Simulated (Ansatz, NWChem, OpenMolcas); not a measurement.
**BOF (fluoro(oxo)borane): the HOMO–LUMO gap, rung by rung**

The species is BOF (3 atoms), meant as a singlet with charge 0. As SMILES, `O=BF`. Geometry: relaxed at PBE0-D4/def2-TZVP.

```xyz
3

O     0.9831   -0.5651    0.4799
B     0.0203   -0.0116    0.0099
F    -1.0034    0.5768   -0.4898
```

Quantity: the HOMO–LUMO gap, in eV. The values are calculated.

| level | kind | program | value (eV) | CPU time |
| --- | --- | --- | --- | --- |
| PBE/cc-pVTZ | GGA | NWChem | 7.58 | 17 s |
| revPBE/cc-pVTZ | GGA | OpenMolcas | 7.59 | 13 s |
| M06-L/cc-pVTZ | meta-GGA | OpenMolcas | 8.61 | 17 s |
| TPSS/cc-pVTZ | meta-GGA | NWChem | 7.86 | 19 s |
| BHLYP/cc-pVTZ | global hybrid | Ansatz | 12.42 | 2.6 s |
| M06-2X/cc-pVTZ | hybrid meta-GGA | OpenMolcas | 12.57 | 15 s |
| CAM-B3LYP/cc-pVTZ | range-separated hybrid | NWChem | 12.52 | 58 s |
| wB97X/cc-pVTZ | range-separated hybrid | NWChem | 14.86 | 61 s |

The values span 7.58 to 14.86 eV. Orbital gaps aren't excitation energies; they tend to grow with the share of exact exchange. CPU times are rough (shared hosts, several kinds of processor): they show what a rung costs within a factor of a few.

Every functional gives BOF a wide gap, but its size depends strongly on the treatment of exchange. The four semilocal values end at 8.61 eV and the hybrids begin at 12.42 eV. Range separation alone does not set the order, since CAM-B3LYP falls between BHLYP and M06-2X; wB97X stands apart at 14.86 eV, probably because its exchange becomes fully nonlocal at long range, whereas that of CAM-B3LYP does not.

The wide gap itself fits the bonding. BOF is isoelectronic with carbon dioxide, and its highest occupied orbitals are expected to be π-type with much oxygen lone-pair character, held deep by the electronegative oxygen. Donation from oxygen and fluorine into the formally empty boron p orbitals pushes the matching π* levels up.

The results support a large orbital separation in the singlet, but not a single value for the fundamental gap. With no diffuse functions in the basis, the LUMO may be an artificially confined continuum level rather than a genuine electron-attachment state.
